Q: I have surface energies for five titanium slabs in the omega structure. On the (0 0 1) facet one extra plane of atoms raises the relaxed value by 0.31 J/m². Is the slab simply too thin?

Omega titanium slabs (P6/mmm, a = 4.515, c = 2.799 Å) cut from the relaxed bulk along Miller planes of the conventional cell, with 15 Å of vacuum. Ansatz 0.2.0, plane-wave PAW, PBEsol, scalar-relativistic, no spin polarisation, 420 eV cutoff, 0.1 eV Gaussian smearing. Surface energies are the mean of both faces; dipole moments are per surface cell, from bottom to top.

```
  facet  planes  slab thickness as cut  surface energy unrelaxed (J/m²)  surface energy relaxed (J/m²)  work function top relaxed (eV)  relaxation energy (J/m²)  largest move (Å)  dipole moment relaxed (e Å)  surface area (Å²)
(0 0 1)       7                  8.4 Å                            2.154                          2.066                           3.402                    -0.088             0.158                      0.00000              17.66
(0 0 1)       8                  9.8 Å                            2.489                          2.373                           3.382                    -0.116             0.159                      0.03400              17.66
(1 0 0)       8                 9.12 Å                            2.458                          2.381                           3.732                    -0.077             0.181                     -0.01600              12.64
(1 0 0)       9                10.43 Å                            2.474                          2.455                           3.494                    -0.019             0.071                      0.00000              12.64
(1 0 0)      10                11.73 Å                            2.612                          2.536                           3.558                    -0.077             0.146                     -0.00400              12.64
```

A: Thickness may play some part, but the two slabs also end differently. Along (0 0 1), planes with one atom per surface cell alternate with planes of two. Seven planes begin and end with a one-atom plane. Eight planes have a one-atom plane on top and a two-atom plane at the bottom, and the table gives the mean of both faces. The rise therefore compares two different pairs of faces, and it can't be read as slow convergence.

Q: Both kinds of face come from the same cut through the crystal, so the same bonds are broken. Why should one side cost more?

A: A surface energy compares the slab with the same number of average bulk atoms. In this structure an atom of a one-atom plane has 14 near neighbours and an atom of a two-atom plane has 11. Averaged over the three atoms of the cell, and with each bond shared by two atoms, that makes six bonds per atom.

Now build the slab plane by plane. A two-atom plane laid on a one-atom face should bring twelve bonds. It forms six to the plane below, three within itself and two to the next two-atom plane down, which is eleven. The slab ends up one bond poorer. A one-atom plane should bring six bonds and forms seven, so it repays the debt.

Q: Can that bookkeeping give an energy?

A: It can, if every missing bond is given the same price $\varepsilon$. With $N$ atoms in the slab cell, $B$ bonds present and $A$ the surface area of one face, the surface energy before relaxation is

$$\gamma=\frac{\varepsilon\,(6N-B)}{2A}.$$

The seven-plane (0 0 1) slab has 10 atoms and 52 bonds, so $60-52=8$ are missing. The price, fitted to the unrelaxed energies of all five slabs, is 0.616 eV per bond, or 9.87 J/m² for one bond per Å². This gives $\gamma = 9.87\times 8/(2\times 17.66)=2.24$ J/m². The calculation gave 2.154 J/m², so the estimate is 4 % too high for a row that took part in the fit.

A fairer test needs no price at all. The eight-plane slab has the same area and nine missing bonds, so its energy should be higher by a factor of $9/8$, or about 13 %. The computed rise before relaxation is about 16 %. The bond count thus gives the sign and roughly the size of the step that looked like poor convergence. The closeness of the match is partly luck, as the (1 0 0) slabs will show.

Q: Does the same idea work for (1 0 0), where every plane holds one atom?

A: For the order, yes, because successive planes there differ in how they are bonded, even though they hold equally many atoms. Going from eight to nine planes, the new atom forms exactly the six bonds it should bring, and the unrelaxed energy hardly changes. The tenth plane's atom forms only five, and the energy rises from 2.474 to 2.612 J/m². The count puts all five unrelaxed energies in the right order, apart from a tie between the eight- and nine-plane (1 0 0) slabs. The printed output after this text lists the counts and the misses.

Q: One bond more on top of six is 17 %, but that rise is only about 6 %. What is the model missing?

A: The first suspect is that it treats all bonds as equal, and they are not. The shortest, about 2.6 Å, lie within the two-atom planes of the (0 0 1) stacking; the others are about 2.8 and 3.0 Å long. A crystal can be split along (1 0 0) in two ways. One cut breaks six bonds per cell, two of them of the shortest kind. The other breaks seven, but only one of those is short.

If short bonds are the stronger ones, as is usual between like atoms, the two cuts should cost more nearly the same. On (1 0 0) alone the energies fit that: the seven-bond cut costs only 5 % more than the six-bond cut. Unequal prices can't be the whole answer, though. The eighth (0 0 1) plane and the tenth (1 0 0) plane change the tally in the same way, with one short bond fewer missing and two of the longest bonds more. Multiplying each unrelaxed rise by twice the face area, that change costs 0.74 eV on (0 0 1) but only 0.22 eV on (1 0 0). No fixed price per bond length gives both, so the cost of a missing bond depends on the face it is lost from, or on the untested thickness, and these runs don't show why. That marks the limit of the count. It finds the order, but its errors reach 5 % of the surface energy, and its typical miss of 0.10 J/m² is only modestly better than the 0.15 J/m² left by giving all five slabs one common value.

Q: Then which facet is cheaper once the atoms have relaxed?

A: That depends on which face of the facet you mean. The seven-plane slab gives 2.066 J/m² for the one-atom (0 0 1) face, the lowest value here. If the same face sits on top of the eight-plane slab, the two-atom face must cost $2\times2.373-2.066=2.680$ J/m². That is the highest of the five faces, though only narrowly above the 2.617 J/m² of the dearest (1 0 0) face, and both figures are found by difference.

For practical use, a value should carry its termination as well as its Miller indices. Splitting the crystal along a flat (0 0 1) plane exposes one face of each kind, and their mean, 2.373 J/m², is then the appropriate figure. For (1 0 0), the six-bond cut gives 2.455 J/m², from the nine-plane slab, and the two sides of the seven-bond cut average about 2.46 J/m². In these slabs (0 0 1) is therefore the cheaper plane to split. Before relaxation the two were nearly level, at 2.474 J/m² for the six-bond cut against 2.489 J/m², a gap too small to rank while the thickness error is unknown. Relaxation opens the gap in favour of (0 0 1), which a count of bonds in the ideal crystal can't foresee.

Q: You assume that slabs share a face. Is there any evidence apart from the atomic positions?

A: The work functions provide it. When a slab has two unlike faces, its dipole moment $p$ makes the vacuum levels on the two sides differ. The work function at the bottom follows from the one at the top:

$$\Phi_\text{bottom}=\Phi_\text{top}+\frac{4\pi e^2}{A}\,\frac{p}{e},$$

with $e^2=14.4$ eV Å. The three (1 0 0) slabs have top work functions from 3.49 to 3.73 eV, as different faces may. Their bottoms, which should all be the same face, come out at 3.50, 3.49 and 3.50 eV. The dipole is no sign of ions in the metal; it records that two different metal surfaces share one Fermi level.

Q: Which digits can I trust, and what would change with a thicker slab or another element?

A: Don't build on the third decimal of a surface energy. Merely choosing the bulk reference run made on the other facet's k mesh would shift the ten-plane value by about 0.002 J/m², and the bulk run on the densest mesh by about 0.003 J/m². The meshes of the slabs themselves were not varied, and for the (1 0 0) rows the program warned that the mesh lowers the symmetry. The program also warned, for four of the five slabs, that the exchange-correlation potential is rough in the thin density outside the metal, and the PAW datasets were made for PBE, not PBEsol. The size of neither effect was tested. The error due to thickness is unknown too, because no pair of faces is repeated in a thicker slab. A nine-plane (0 0 1) slab would be the useful next run. It ends in one-atom planes again and misses the same eight bonds, so its unrelaxed energy should fall back to about the 2.154 J/m² of the seven-plane slab, and any difference from the seven-plane value would measure the effect of thickness.

Another metal in the same structure would keep the bond counts, while the price would follow the strength of its bonds. Dividing the cohesive energy by six overestimates that price. For titanium the cohesive energy is roughly 5 eV per atom, a rounded recalled figure, whereas six bonds at the fitted price make only 3.7 eV. Standard theory of metals supplies a reason: an atom that loses neighbours binds the remaining ones more strongly, so the first bonds lost are cheap.

One limit matters more than any decimal if you work with real titanium parts. At room temperature the metal is hexagonal close-packed, while this functional, at zero temperature, places the omega phase lower in energy. The values describe surfaces of omega titanium without spin polarisation, and they shouldn't be entered as data for the ordinary metal.

The analysis program printed:

```
fit of surface_energy_unrelaxed on 5 rows: coefficient of dens 9.87 +/- 0.21; rms 0.103, worst (1 0 0) -0.131, leave-one-out rms 0.129
Missing bonds and unrelaxed surface energy:
      row  atoms  missing bonds per slab cell  missing bonds per A2 of face  predicted J/m2  prediction less value J/m2
  (0 0 1)     10                            8                        0.2265           2.236                     0.08155
  (0 0 1)     12                            9                        0.2548           2.515                       0.026
  (1 0 0)      8                            6                        0.2373           2.343                     -0.1154
  (1 0 0)      9                            6                        0.2373           2.343                     -0.1314
  (1 0 0)     10                            7                        0.2769           2.733                       0.121
Second face of each slab and bottom work function:
      row  missing bonds of the face  bond model J/m2  unrelaxed J/m2  relaxed J/m2  relaxation J/m2  bottom work function eV
  (0 0 1)                          4            2.236           2.154         2.066           -0.088                    3.402
  (0 0 1)                          5            2.794           2.824          2.68           -0.144                     3.73
  (1 0 0)                          3            2.343           2.442         2.307           -0.135                    3.503
  (1 0 0)                          3            2.343           2.474         2.455           -0.019                    3.494
  (1 0 0)                          4            3.123            2.75         2.617           -0.133                    3.501
Rise from 7 to 8 planes on (0 0 1), unrelaxed, J/m2: 0.335
Rise from 7 to 8 planes on (0 0 1), relaxed, J/m2: 0.307
Fitted price of one missing bond, eV: 0.616
Six bonds at that price, eV per atom: 3.696
Largest miss of the bond model, percent: 5.313
Rms miss of one flat energy for all rows, J/m2: 0.1518
Both sides of the (0 0 1) cut, unrelaxed, J/m2: 4.978
Both sides of the (1 0 0) cut with 6 bonds, unrelaxed, J/m2: 4.948
Both sides of the (1 0 0) cut with 7 bonds, unrelaxed, J/m2: 5.192
Extra energy of the 7-bond cut over the 6-bond cut, percent: 4.931
Spread of the three (1 0 0) bottom work functions, eV: 0.008948
Work function of two-atom less one-atom (0 0 1) face, 8 planes, eV: 0.3484
Work function error from dipole rounding of 0.0005 e A on (1 0 0), eV: 0.007158
Shift by the choice of bulk run, 10 planes, J/m2: 0.001584
```
